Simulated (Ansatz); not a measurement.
**BiTe: changing the functional**

Symmetry: Fm-3m, No. 225, cubic system. Conventional cell: a = 6.470 Å, b = 6.470 Å, c = 6.470 Å, α = 90.00°, β = 90.00°, γ = 90.00°. Bi (site symmetry m-3m) is surrounded by 6 Te at 3.23 Å. Te (site symmetry m-3m) is surrounded by 6 Bi at 3.23 Å.

Kept alike: task band structure; k mesh 7 × 7 × 7; occupations fermi-dirac, width 0.05 eV; no spin polarisation. Program: Ansatz, all-electron LAPW, scalar-relativistic. The mesh is that of the run's cell of 2 atoms. No spin-orbit coupling.

| functional | pressure (GPa) |
| --- | --- |
| LDA | -2.64 |
| PBE | 0.93 |
| PBEsol | -1.53 |

Pressure is positive in compression. For a metal such a mesh leaves the last digits unconverged.

Question: What does the functional change here?

Answer: The pressure runs from -2.64 (LDA) to 0.93 GPa (PBE). From PBE: LDA -3.57; PBEsol -2.46. A positive pressure means that the functional's own cell is larger than the one given, a negative one that it is smaller.

The three functionals disagree even on the sign of the stress: at this fixed cell PBE would expand the rocksalt lattice, while LDA and PBEsol would contract it. The order follows the usual strength of binding. Gradient-corrected exchange favours inhomogeneous densities and so lowers the energy of more separated atoms relative to LDA. PBE does this strongly, whereas PBEsol, with its weaker gradient dependence in exchange, stays nearer to LDA, as the pressures of -1.53 and -2.64 GPa show.

The bonding probably makes the equilibrium volume sensitive to this choice. Bi and Te bond mainly through extended p orbitals, and BiTe has an electron more per formula unit than the isostructural semiconductor PbTe. In a simple band picture that electron enters p states of antibonding character, which should soften the lattice.

PBE's pressure of 0.93 GPa is the smallest in magnitude, but this measures only its closeness to the chosen cell, and says nothing about whether rocksalt is favoured over the layered structure known for BiTe.
